A Hirshfeld charge measures how much electron density an atom has lost or gained in a molecule, compared with the same atom standing free and neutral. At each point in space the molecular density $\rho$ is divided among the atoms in proportion to the densities $\rho_i^{0}$ that their free atoms would have there:

$$q_i = Z_i - \int \frac{\rho_i^{0}(\mathbf r)}{\sum_j \rho_j^{0}(\mathbf r)}\,\rho(\mathbf r)\,d^3r .$$

Here $Z_i$ is the nuclear charge, and a positive $q_i$ means that electrons have been lost. The density came from a local-density calculation on a singly charged radical cation, at a geometry taken from a tight-binding method.

Hirshfeld charges, relative to neutral spherical free atoms, for the gas-phase radical cation C₄H₈Si⁺ (a silyl-substituted four-membered carbon ring; charge +1, spin multiplicity 2). They were computed with PySCF 2.14.0 using Kohn–Sham DFT with the LDA (SVWN) functional and the def2-SVPD basis, in a single-point calculation at the GFN2-xTB geometry.

```tsv
row	hirshfeld charge (e)	computed element
1	0.401	Si
2	0.034	C
3	0.079	C
4	-0.002	C
5	-0.024	C
6	-0.012	H
7	-0.008	H
8	0.013	H
9	0.118	H
10	0.119	H
11	0.095	H
12	0.095	H
13	0.092	H
```

The molecule is a four-membered carbon ring with a silyl group, SiH₃, attached. The ring runs through rows 2, 3, 4 and 5. Silicon (row 1) is bonded to row 2 and carries the hydrogens of rows 6 to 8. Row 9 is the hydrogen on carbon 3, rows 10 and 11 sit on carbon 4, and rows 12 and 13 on carbon 5.

A chemist might draw this ion with a full positive charge on carbon 2 and an unpaired electron on carbon 3. The calculation gives carbon 2 a charge of only 0.03 e. In the geometry used, the bond between the two carbons is about as long as an ordinary double bond. The ion is better pictured as a cyclobutene that has lost an electron, with its charge spread over many atoms. Which orbital lost the electron is left open here, since a loss from the double bond alone would normally lengthen that bond. An estimate made by hand should therefore begin with a spread-out charge.

## A rule from two ideas

The first idea concerns the charge of the ion as a whole. When an electron is removed, the remaining electrons are drawn towards the region it has left. Bonding electrons shift inwards from the surrounding atoms, which refills the depleted region in part and leaves its neighbours more positive. The simplest version of this argument takes the spreading to its limit and gives each of the $N$ atoms the same share, $Q/N$, of the total charge $Q$.

The second idea is bond polarity. In a bond between unlike atoms, the more electronegative partner draws electrons from the other. Let the charge moved be proportional to the difference in electronegativity $\chi$, with one constant $k$ for every kind of bond. An atom then gains positive charge from each neighbour more electronegative than itself, and loses it through each neighbour that is less so:

$$q_i \approx \frac{Q}{N} + k\sum_{j\ \text{bonded to}\ i}(\chi_j-\chi_i).$$

What one atom gains through a bond, its partner loses. The polarity terms therefore cancel over the whole molecule, and the estimated charges add up to $Q$ whatever value $k$ has. This gives a useful check on hand arithmetic.

Rough Pauling values are enough: 1.9 for silicon, 2.2 for hydrogen and 2.6 for carbon. The constant was found by least squares on all thirteen charges, with the equal share held fixed at 1/13 e. The fit gave 0.147 e per unit of electronegativity, which is rounded here to $k = 0.15$ e. Both atoms worked below were part of that fit, so they show how the rule is used and are not independent tests of it.

## Silicon, row 1

Silicon has four neighbours, all more electronegative than itself. Each hydrogen contributes $2.2-1.9=0.3$ to the sum, and the carbon contributes $2.6-1.9=0.7$. The estimate is

$$q_{\rm Si}\approx \frac{1}{13}+0.15\,(3\times0.3+0.7)=0.077+0.24\approx0.32\ \text{e}.$$

The computed charge is 0.40 e. The rule correctly makes silicon the most positive atom, but falls short by 0.08 e, its largest miss in the table.

The working also shows how the large charge on silicon should be read. Most of the estimate comes from the polarity of its four bonds, and those bonds are polar in neutral silanes too. A high charge on silicon is therefore not enough to show that the missing electron came from there. A calculation on the neutral molecule at the same geometry would show how much of the charge was present before ionisation.

## A ring hydrogen, row 9

This hydrogen has one neighbour, a carbon, which is more electronegative by 0.4. The estimate is

$$q_{\rm H}\approx \frac{1}{13}+0.15\times0.4=0.077+0.06\approx0.14\ \text{e},$$

against a computed 0.12 e. The two contributions act in the same direction: the hydrogen takes its share of the ion's charge and also gives up electrons to carbon.

For a hydrogen on silicon the two contributions oppose each other. Hydrogen is the more electronegative partner there, so it draws electrons from silicon, and this offsets much of its share of the positive charge. The rule gives 0.03 e for rows 6 to 8, where the computed charges lie within about 0.01 e of zero. Chemists call such hydrogen hydridic. In this cation the hydridic character appears as a charge near zero, where a neutral silane would lead one to think of a negative one.

The contrast between the two kinds of hydrogen does not depend on the equal share, which cancels in the difference. The rule predicts $0.15\times(0.4+0.3)\approx0.11$ e, and the computed averages differ by the same amount. This agreement is closer than the rule deserves, because both kinds come out too positive by about 0.03 e. The direction of the contrast is secure: each ring hydrogen in the table is more positive than each silyl hydrogen.

## How far to trust the numbers

Over the thirteen atoms the root-mean-square error of the rule is 0.05 e. If bond polarity is dropped and each atom simply receives 1/13 e, the error is 0.11 e. One constant and a table of electronegativities thus remove more than half of the error. In practice, an estimated difference between two atoms should be well above 0.05 e before anything is built on it.

Much of that gain comes from silicon, which has by far the largest electronegativity sum. If the constant is fitted to the other twelve atoms alone, it drops from 0.15 to 0.10 e. Silicon is then predicted at 0.24 e, far below its computed 0.40 e. A single constant for all bonds is therefore a compromise: silicon and its three hydrogens ask for a larger value than the carbons and the ring hydrogens do. For an atom of a kind that took no part in the fit, an error well above 0.05 e should be allowed for.

The rule is at its best in picking out the clearly positive atoms. It puts silicon and the five ring hydrogens above the rest, as the calculation does. The other seven atoms have computed charges between −0.02 and 0.08 e, a span only about twice the typical error. Their order, and even their signs, should not be read from the estimate.

## Where equal sharing goes wrong

Carbons 2 and 3, the two ends of the double bond, show the weak point of the first idea. The rule makes both too negative by 0.06 e. They are also the atoms where the unpaired electron is mostly found: dividing the spin density in the same way as the charge gives them $0.291+0.228\approx0.52$ of the one unpaired electron. They may therefore keep more than an equal share of the positive charge as well. This need not be the whole cause, because the rule is too low for silicon and all four carbons and too high for every hydrogen. A hydrogen atom may simply take less than an equal share.

One can test the opposite limit by sharing out the ion's charge exactly as the spin is shared, and fitting the polarity constant again to all thirteen atoms. Carbon 2 then comes out too positive by 0.12 e, and carbon 3 by 0.07 e. For these two atoms the computed charge lies between the two limits. This is what the argument about inward-shifting electrons leads one to expect: the positive charge spreads further than the unpaired electron does, but not evenly over the whole molecule.

Over the whole table the two ways of sharing do about equally well, each with an error near 0.05 e. The charges therefore do not single out equal sharing as the true picture. Its advantage is practical, since it needs only a count of atoms, whereas the spin has to be computed first. The local-density approximation also tends to spread the charge of a radical cation too widely, so part of the success of equal sharing may come from the functional.

The rule is also blind to direction. Rows 10 and 11 are hydrogens on the same carbon, so they receive the same estimate, yet their computed charges are 0.12 and 0.10 e. The more positive one also carries more of the spin. Hyperconjugation, in which a C–H bond gives electron density to a depleted p orbital beside it, does not explain this if only the double bond is depleted. In the geometry used, both C–H bonds lie at similar angles to the p orbitals of that bond, and the less positive hydrogen is even slightly better placed. The depleted region may therefore include σ bonds of the ring, which a plot of the spin density could show.

## Estimating a whole group

Often the question concerns a substituent and not a single atom. For a group, the polarity of every bond inside it cancels, and only the bonds that leave the group count. The silyl group has four atoms and one outgoing bond, from silicon to carbon:

$$q_{\rm SiH_3}\approx\frac{4}{13}+0.15\times0.7=0.308+0.105\approx0.41\ \text{e}.$$

The computed total is 0.39 e. The estimate for silicon alone was too low and those for its hydrogens were too high, and in the sum these errors largely cancel.

Such cancellation cannot be relied on. Carbon 5 with its two hydrogens is joined to the rest only by carbon–carbon bonds, so the rule gives it just its equal share, $3/13\approx0.23$ e. The computed total is $-0.024+0.095+0.092\approx0.16$ e. Here the rule has no outgoing polarity, so the error of 0.07 e lies in the equal sharing or in treating all carbons as alike. This group holds less of the ion's charge than its number of atoms suggests.

For a similar small cation, the working order is short. Divide the charge by the number of atoms, add 0.15 e times the electronegativity sum for each atom, and check that the total is right. The rule was fitted to this one ion and has not been tried on another, so for a different cation the result is a first guess whose error is unknown. The constant belongs to Hirshfeld charges and should not be carried over to another definition of atomic charge, because each definition divides the shared density between bonded atoms in its own way.
